\section*{Dirac--Coulomb states: $\langle 1/r\rangle$ from the Hellmann--Feynman theorem}

\subsection*{1. Premises and conventions}

One electron, point nucleus of charge $Ze$, infinite nuclear mass, no radiative corrections:
\begin{equation}
H=c\,\boldsymbol\alpha\cdot\mathbf p+\beta mc^2-\frac{Z\alpha\hbar c}{r}.
\end{equation}
$\boldsymbol\alpha,\beta$ are Dirac matrices in the standard representation; the scalar $\alpha$ is the fine-structure constant. $Z$ is treated as a continuous parameter, $\xi=Z\alpha$. In Secs.~1--3 energies are in $mc^2$ ($\varepsilon=E/mc^2$, rest energy included) and lengths in $\hbar/mc=\alpha a_0$. The Hartree energy is $E_h=\alpha^2mc^2=\alpha\hbar c/a_0$.

Angular reduction: spinor harmonics with $\boldsymbol\sigma\cdot\mathbf L\,\Omega_{\kappa m}=-(\kappa+1)\Omega_{\kappa m}$, $|\kappa|=j+\tfrac12$, $\kappa<0$ for $j=l+\tfrac12$, phase $\boldsymbol\sigma\cdot\hat{\mathbf r}\,\Omega_{\kappa m}=-\Omega_{-\kappa m}$. Ansatz
\begin{equation}
\psi=\frac1r\begin{pmatrix}G\,\Omega_{\kappa m}\\ iF\,\Omega_{-\kappa m}\end{pmatrix},\qquad \int_0^\infty(G^2+F^2)\,dr=1,
\end{equation}
with $G,F$ real. The identity $\boldsymbol\sigma\cdot\mathbf p=-i\,\boldsymbol\sigma\cdot\hat{\mathbf r}\,(\partial_r-\boldsymbol\sigma\cdot\mathbf L/r)$ gives $\boldsymbol\sigma\cdot\mathbf p\,(G\Omega_{\kappa m}/r)=i(G'+\kappa G/r)\Omega_{-\kappa m}/r$, and the same with $\kappa\to-\kappa$ for the lower component. Hence
\begin{equation}\label{rad}
G'=-\frac{\kappa}{r}G+\Big(\varepsilon+1+\frac{\xi}{r}\Big)F,\qquad
F'=\frac{\kappa}{r}F-\Big(\varepsilon-1+\frac{\xi}{r}\Big)G .
\end{equation}
The quantity sought is $\langle 1/r\rangle=\int_0^\infty(G^2+F^2)\,dr/r$, both components included.

\subsection*{2. Spectrum}

Bound state: $|\varepsilon|<1$, $\lambda=\sqrt{1-\varepsilon^2}$. Insert $G=r^\gamma e^{-\lambda r}\sum_ka_kr^k$, $F=r^\gamma e^{-\lambda r}\sum_kb_kr^k$ into \eqref{rad} and collect $r^{\gamma+k-1}$. With $c_k=\lambda a_k+(1+\varepsilon)b_k$, $c_{-1}=0$, and $1-\varepsilon=\lambda^2/(1+\varepsilon)$:
\begin{equation}\label{rec}
(\gamma+k+\kappa)a_k-\xi b_k=c_{k-1},\qquad
\xi a_k+(\gamma+k-\kappa)b_k=\frac{\lambda}{1+\varepsilon}\,c_{k-1}.
\end{equation}
\emph{Exponent.} At $k=0$ the system is homogeneous, so its determinant $\gamma^2-\kappa^2+\xi^2$ vanishes. We take
\begin{equation}
\gamma=+\sqrt{\kappa^2-\xi^2},\qquad \xi<|\kappa| .
\end{equation}
The root $-\gamma$ is not square integrable for $\gamma\ge\tfrac12$. For $\gamma<\tfrac12$ it is, and we exclude it by the added premise that the potential energy be finite ($r^{-2\gamma-1}$ is not integrable at $0$). For $k\ge1$ the determinant is $k(k+2\gamma)>0$, so the recursion is solvable and each $(\kappa,\varepsilon)$ has one regular solution: levels within one $(\kappa,m)$ block are non-degenerate.

\emph{Termination.} Eliminate $c_{k-1}$ from \eqref{rec}:
\begin{equation}\label{elim}
a_k\big[\lambda(\gamma+k+\kappa)-\xi(1+\varepsilon)\big]=b_k\big[(1+\varepsilon)(\gamma+k-\kappa)+\lambda\xi\big].
\end{equation}
For large $k$ this gives $(1+\varepsilon)b_k\simeq\lambda a_k$, so $c_k\simeq2\lambda a_k$ and $a_k/a_{k-1}\simeq2\lambda/k$. The sum then grows like $e^{2\lambda r}$ and the solution like $e^{+\lambda r}$. The series must stop at some $k=n_r$, which by \eqref{rec} happens if and only if $c_{n_r}=0$. Put $(1+\varepsilon)b_{n_r}=-\lambda a_{n_r}$ into \eqref{elim}: the $\kappa$ terms cancel and $2\lambda(n_r+\gamma)=\xi[(1+\varepsilon)-(1-\varepsilon)]$, that is $\lambda(n_r+\gamma)=\xi\varepsilon$. With $\varepsilon^2+\lambda^2=1$,
\begin{equation}\label{spec}
\varepsilon=\frac{n_r+\gamma}{N},\qquad \lambda=\frac{\xi}{N},\qquad
N^2=(n_r+\gamma)^2+\xi^2=n_r^2+2n_r\gamma+\kappa^2 .
\end{equation}
\emph{Converse.} When \eqref{spec} holds, \eqref{elim} at $k=n_r$ becomes $\xi(1-\kappa/N)\,c_{n_r}=0$. For $n_r\ge1$, $N>|\kappa|$, so $c_{n_r}=0$ for both signs of $\kappa$. For $n_r=0$, $N=|\kappa|$: $\kappa<0$ terminates, while $\kappa>0$ has $b_0/a_0=(\gamma+\kappa)/\xi>0$, so $c_0\ne0$ and there is no state. The principal quantum number is $n=n_r+|\kappa|$.

\subsection*{3. Hellmann--Feynman relation}

The theorem (Hellmann 1937, Feynman 1939) reads $dE/dZ=\langle\partial H/\partial Z\rangle$. The potential is singular and the exponent $\gamma$ depends on $Z$, so the surface term at $r=0$ has to be examined. We prove the relation from \eqref{rad}.

Take normalised solutions $(G_1,F_1)$, $(G_2,F_2)$ with the same $\kappa,n_r$ at couplings $\xi_1,\xi_2$. Differentiate $W=G_1F_2-F_1G_2$ term by term:
\begin{align}
G_1'F_2+G_1F_2'&=\Big(\varepsilon_1+1+\frac{\xi_1}{r}\Big)F_1F_2-\Big(\varepsilon_2-1+\frac{\xi_2}{r}\Big)G_1G_2,\\
F_1'G_2+F_1G_2'&=\Big(\varepsilon_2+1+\frac{\xi_2}{r}\Big)F_1F_2-\Big(\varepsilon_1-1+\frac{\xi_1}{r}\Big)G_1G_2 .
\end{align}
The $\kappa/r$ terms cancel inside each line. Subtracting,
\begin{equation}
W'=\Big[\varepsilon_1-\varepsilon_2+\frac{\xi_1-\xi_2}{r}\Big](G_1G_2+F_1F_2).
\end{equation}
Integrate over $(0,\infty)$. $W$ vanishes exponentially at infinity and as $r^{\gamma_1+\gamma_2}$ at the origin, since both exponents are positive. Therefore, exactly,
\begin{equation}
\frac{\varepsilon_1-\varepsilon_2}{\xi_1-\xi_2}=-\frac{\int_0^\infty(G_1G_2+F_1F_2)\,dr/r}{\int_0^\infty(G_1G_2+F_1F_2)\,dr}.
\end{equation}
Let $\xi_2\to\xi_1$ inside a closed interval with $0<\xi<|\kappa|$. The finitely many $a_k,b_k$ are continuous in $\xi$, and the integrands are bounded by a constant times $r^{2\gamma_{\min}-1}$ for $r<1$ and by a power times $e^{-2\lambda_{\min}r}$ for $r>1$. Dominated convergence applies, the denominator tends to $1$, and
\begin{equation}\label{HF}
\frac{d\varepsilon}{d\xi}=-\Big\langle\frac1r\Big\rangle .
\end{equation}
The $\pm\kappa$ degeneracy does not interfere: $\kappa$ and $m$ are conserved for every $Z$, and the proof stays in one block.

\subsection*{4. Differentiation and result}

At fixed $n_r,\kappa$, from $\gamma^2=\kappa^2-\xi^2$ and the last form of $N^2$:
\begin{equation}
\frac{d\gamma}{d\xi}=-\frac{\xi}{\gamma},\qquad
\frac{dN}{d\xi}=\frac{n_r}{N}\frac{d\gamma}{d\xi}=-\frac{n_r\xi}{\gamma N}.
\end{equation}
Quotient rule on \eqref{spec}:
\begin{equation}
\frac{d\varepsilon}{d\xi}=-\frac{\xi}{\gamma N}+\frac{(n_r+\gamma)\,n_r\xi}{\gamma N^3}
=-\frac{\xi}{\gamma N^3}\big[N^2-n_r(n_r+\gamma)\big]
=-\xi\,\frac{\kappa^2+n_r\gamma}{\gamma N^3}.
\end{equation}
Restore units. The inverse length unit is $1/(\alpha a_0)$, so $\xi/(\alpha a_0)=Z/a_0$; and $dE/dZ=\alpha mc^2\,d\varepsilon/d\xi$. With \eqref{HF}:
\begin{equation}\label{main}
\boxed{\Big\langle\frac1r\Big\rangle_{n\kappa}=\frac{Z}{a_0}\,f_{n\kappa},\qquad
\frac{dE_{n\kappa}}{dZ}=-ZE_h\,f_{n\kappa},\qquad
f_{n\kappa}=\frac{\kappa^2+n_r\gamma}{\gamma N^3}}
\end{equation}
The mean potential energy follows: $\langle V\rangle=Z\,dE/dZ=-Z^2E_hf_{n\kappa}$.

\subsection*{5. Consequences}

\emph{(a) Nodeless states}, $n_r=0$: $N=|\kappa|$, $f=1/(|\kappa|\gamma)$. For $1s_{1/2}$,
\begin{equation}
\Big\langle\frac1r\Big\rangle_{1s}=\frac{Z}{\gamma a_0},\qquad\gamma=\sqrt{1-(Z\alpha)^2}.
\end{equation}
Direct integration confirms this. For $n_r=0$, $G^2+F^2\propto r^{2\gamma}e^{-2\lambda r}$, so
\begin{equation}
\Big\langle\frac1r\Big\rangle=2\lambda\,\frac{\Gamma(2\gamma)}{\Gamma(2\gamma+1)}=\frac{\lambda}{\gamma}=\frac{\xi}{|\kappa|\gamma}
\end{equation}
in units of $mc/\hbar$.

\emph{(b) Sign of $\kappa$.} $f$ contains $\kappa$ only as $\kappa^2$. For $n_r\ge1$ the partners $\pm\kappa$ of equal $n$ and $j$ share $\langle1/r\rangle$: levels degenerate for all $Z$ have equal slopes. For $2s_{1/2}$ and $2p_{1/2}$, $N^2=2(1+\gamma)$ and $f=1/(2\gamma N)$. The densities differ nonetheless; already without relativity $\langle r\rangle$ is $6a_0/Z$ for $2s$ and $5a_0/Z$ for $2p$.

\emph{(c) Small $Z\alpha$.} With $\gamma\simeq|\kappa|-\xi^2/2|\kappa|$ one has $N^2\simeq n^2-n_r\xi^2/|\kappa|$ and $\kappa^2+n_r\gamma\simeq|\kappa|n-n_r\xi^2/2|\kappa|$. The relative corrections to $f=1/n^2$ are $-n_r\xi^2/(2\kappa^2n)$ from the numerator, $+\xi^2/(2\kappa^2)$ from $1/\gamma$, and $+3n_r\xi^2/(2|\kappa|n^2)$ from $N^{-3}$. With $n_r=n-|\kappa|$ the first two add to $\xi^2/(2|\kappa|n)$, and
\begin{equation}\label{pauli}
f_{n\kappa}=\frac1{n^2}+\frac{2\xi^2}{n^4}\Big(\frac{n}{|\kappa|}-\frac34\Big)+O(\xi^4).
\end{equation}
The first term is the Schr\"odinger value $Z/(n^2a_0)$; the second is positive because $n\ge|\kappa|$.

\emph{(d) $Z\alpha\to|\kappa|$.} Then $\gamma\simeq\sqrt{2|\kappa|(|\kappa|-\xi)}\to0$ and
\begin{equation}
f_{n\kappa}\simeq\frac{\kappa^2}{\gamma\,(n_r^2+\kappa^2)^{3/2}}\to\infty ,
\end{equation}
an inverse square-root divergence in $|\kappa|-\xi$. The energy stays finite, $\varepsilon\to n_r/\sqrt{n_r^2+\kappa^2}$, and has a square-root branch point. The norm integral converges; the divergence comes from $\int_0 r^{2\gamma-1}dr\propto1/(2\gamma)$ at the origin and is a property of the point nucleus.

\subsection*{6. Range of validity}

\begin{itemize}
\item Mathematical: \eqref{main} is exact for the Hamiltonian of Sec.~1 when $0<Z\alpha<|\kappa|$; for $|\kappa|=1$, $Z<137.0$. Square integrability alone fixes the solution for $\gamma\ge\tfrac12$, which for $|\kappa|=1$ means $Z\le\sqrt3/(2\alpha)=118.7$. All elements up to Bi lie well inside.
\item Nuclear size. For a uniform sphere of radius $R$, $\delta V=Z\alpha\hbar c\,[1/r-3/(2R)+r^2/(2R^3)]$ for $r<R$. The $1s$ radial density is $(2Z/a_0)^{2\gamma+1}r^{2\gamma}e^{-2Zr/a_0}/\Gamma(2\gamma+1)$. First order, with the exponential set to $1$ for $r<R$, needs $\int_0^1x^{2\gamma}(1/x-\tfrac32+\tfrac12x^2)\,dx=3/[2\gamma(2\gamma+1)(2\gamma+3)]$, and gives
\begin{equation}\label{fns}
\delta E_{1s}\simeq\frac{6Z^2E_h\,(2ZR/a_0)^{2\gamma}}{2\gamma(2\gamma+1)(2\gamma+3)\,\Gamma(2\gamma+1)} .
\end{equation}
This is a rough estimate only, since $\delta V$ is not small inside the nucleus: the repulsive $\delta V$ pushes density out of the nucleus, which first order ignores, and for heavy ions such as gold \eqref{fns} lies too high by tens of per cent.
\item Radiative shifts, of order $(\alpha/\pi)(Z\alpha)^4mc^2/n^3$, and recoil, of relative order $m/M$, are omitted.
\item Many-electron atoms. At fixed electron number the theorem gives $dE/dZ=-\alpha\hbar c\,\langle\sum_i1/r_i\rangle$ over the full density; \eqref{main} supplies only the unscreened one-electron terms.
\end{itemize}

\subsection*{7. Illustration: Moseley slope near $Z=79$}

Moseley's law (1913) for the $K\alpha$ line, in Schr\"odinger hydrogenic form with screening constant $\sigma$: $\Delta E=\tfrac38E_h(Z-\sigma)^2$, so $\sqrt{\Delta E}$ is linear in $Z$. The one-electron analogues of $K\alpha_1$ and $K\alpha_2$ are Ly-$\alpha_1$ ($2p_{3/2}\to1s$) and Ly-$\alpha_2$ ($2p_{1/2}\to1s$) of the hydrogen-like ion, here Au$^{78+}$. From \eqref{main},
\begin{equation}
\frac{d\,\Delta E}{dZ}=ZE_h\,(f_{1s}-f_{2p_j})=\alpha\hbar c\Big[\Big\langle\frac1r\Big\rangle_{1s}-\Big\langle\frac1r\Big\rangle_{2p_j}\Big].
\end{equation}
The slope measures a difference of mean inverse radii. All numbers are computed from unrounded constants; the many digits are those of the point-nucleus model. $\xi=0.576491$, $ZE_h=2.1497$ keV.

\begin{center}
\begin{tabular}{lcccccc}
state & $n_r$ & $\gamma$ & $N$ & $f$ & $a_0\langle1/r\rangle$ & $-dE/dZ$ (keV)\\ \hline
$1s_{1/2}$ & 0 & 0.817104 & 1 & 1.223835 & 96.68 & 2.631\\
$2s_{1/2},2p_{1/2}$ & 1 & 0.817104 & 1.906360 & 0.320987 & 25.36 & 0.690\\
$2p_{3/2}$ & 0 & 1.915113 & 2 & 0.261081 & 20.63 & 0.561
\end{tabular}
\end{center}

Line energies from \eqref{spec} and slopes per unit $Z$:
\begin{align}
\text{Ly-}\alpha_1:&\quad \Delta E=71.77\ \text{keV},\quad f_{1s}-f_{2p_{3/2}}=0.962754,\quad d\Delta E/dZ=2.070\ \text{keV},\\
\text{Ly-}\alpha_2:&\quad \Delta E=69.53\ \text{keV},\quad f_{1s}-f_{2p_{1/2}}=0.902848,\quad d\Delta E/dZ=1.941\ \text{keV}.
\end{align}
The unscreened Schr\"odinger slope is $\tfrac34ZE_h=1.612$ keV. The Dirac slopes exceed it by $28\,\%$ and $20\,\%$; for Ly-$\alpha_1$ the excess is $0.46$ keV. The doublet splitting grows by $0.129$ keV per unit $Z$. Truncation \eqref{pauli} gives $\tfrac34+\tfrac{15}{32}\xi^2=0.906$ for Ly-$\alpha_1$, which is $73\,\%$ of the exact excess over $\tfrac34$: order $(Z\alpha)^2$ does not suffice here.

On the Moseley plot, the local Ly-$\alpha_1$ slope is
\begin{equation}
\frac{d\sqrt{\Delta E}}{dZ}=\frac{1}{2\sqrt{\Delta E}}\frac{d\Delta E}{dZ}=3.863\ \text{eV}^{1/2},
\end{equation}
against the constant $\sqrt{3E_h/8}=3.194$ eV$^{1/2}$, higher by $21\,\%$. The plot bends upward.

Integer steps: \eqref{spec} gives Ly-$\alpha_1$ energies $73862.2$ eV at $Z=80$ and $69722.6$ eV at $Z=78$. Half the difference is $2069.8$ eV, the derivative $2069.6$ eV; the gap is the cubic term $\tfrac16\,d^3\Delta E/dZ^3=0.15$ eV.

Neglected terms in the Ly-$\alpha_1$ slope:
\begin{itemize}
\item Size: with a typical $R=7.0$ fm, $2ZR/a_0=0.0209$, and \eqref{fns} gives about $63$ eV. Its $Z$-derivative at fixed $R$ is about $7$ eV, or $0.3\,\%$. Both first-order figures lie above the real nuclear-size shift of Au$^{78+}$ and its slope by tens of per cent, so they overstate this term. The $1s$ level is raised, so the slope is lowered.
\item Radiative: with an approximate net upward $1s$ shift of $160$ eV and $Z^4$ scaling, $4\times160/79\approx8$ eV, or $0.4\,\%$, again lowering the slope.
\item Recoil: $m/M\approx3\times10^{-6}$ for mass number $197$, negligible.
\item Screening in the neutral atom: replacing $Z$ by $Z-\sigma$ with the typical $\sigma=1$ gives $2.028$ keV, lower by $42$ eV or $2\,\%$. A single $\sigma$ for both levels is a crude device.
\end{itemize}
Each term is about a tenth of the relativistic excess or less. For the hydrogen-like ion the Ly-$\alpha_1$ slope is thus $2.07$ keV to within about one per cent, the real value lying lower. For the $K\alpha$ lines of neutral gold the unscreened energies and slopes are too high by a few per cent.